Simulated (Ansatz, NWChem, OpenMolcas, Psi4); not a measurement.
# Computed against measured: dipole moment

6 molecules holding an element from Na to Cl; the dipole moment in D, computed less measured. Shapes, held fixed at every level: PBE0-D4/def2-TZVP. No vibrational averaging. Dipoles are compared by magnitude; molecules under 1 D, whose direction can flip, are left out. Programs: Ansatz 0.2.0, NWChem 7.3.0, OpenMolcas 26.06, Psi4 1.11. A level may come from different programs for different species; with the same settings they agree closely. Measured values: NIST CCCBDB.

Levels: A = r2SCAN-D4/def2-TZVPP; B = B3LYP/6-31G* (Cartesian functions); C = B3LYP-D4/def2-TZVPP.

| molecule | measured | A | B | C |
| --- | --- | --- | --- | --- |
| SF2 (sulfur difluoride) | 1.05 | -0.12 | +0.09 | +0.07 |
| PF3 (phosphorus trifluoride) | 1.03 | -0.18 | -0.05 | +0.02 |
| SO2F2 (sulfuryl fluoride) | 1.12 | +0.02 | +0.06 | +0.01 |
| C2H3ClO (acetyl chloride) | 2.72 | +0.08 | +0.05 | +0.06 |
| C2H5Cl (chloroethane) | 2.05 | +0.05 | +0.11 | -0.01 |
| C2H6S (SMILES CSC) | 1.50 | +0.10 | +0.20 | +0.02 |

**Question.** Sum up the errors.

**Answer.** 
```
                             level           kind  mean error  mean absolute error  worst case
              r2SCAN-D4/def2-TZVPP       meta-GGA      -0.008                0.092         PF3
B3LYP/6-31G* (Cartesian functions)  global hybrid      +0.077                0.093       C2H6S
               B3LYP-D4/def2-TZVPP  global hybrid      +0.028                0.032         SF2
```

On this set B3LYP-D4/def2-TZVPP has the smallest mean absolute error and B3LYP/6-31G* (Cartesian functions) the largest. Without C2H6S the largest would be that of r2SCAN-D4/def2-TZVPP. r2SCAN-D4/def2-TZVPP is too high in 4 of 6; B3LYP/6-31G* (Cartesian functions) is too high in 5 of 6; B3LYP-D4/def2-TZVPP is too high in 5 of 6. The largest two are near a tie. The set is small.

The near-zero mean error of r2SCAN comes from cancellation: it underestimates the moments of SF2 and PF3 and overestimates the other four, so its mean absolute error of 0.092 D is the fairer summary. In these two fluorides, polar bonds to fluorine and the lone pair on the central atom both shape the net moment, which makes it sensitive to small shifts in the density.

The two B3LYP levels differ in their moments through the basis set alone, since the D4 term leaves the density unchanged and the shapes are the same. The larger basis lowers the moment in four molecules, most clearly in dimethyl sulfide, where the error falls from +0.20 to +0.02 D, but raises it in PF3 and slightly in acetyl chloride. The smaller set probably describes the polarisation of the valence and lone-pair density too stiffly. As neither B3LYP basis contains diffuse functions, the close agreement at the larger one may still owe something to compensation between functional and basis errors.
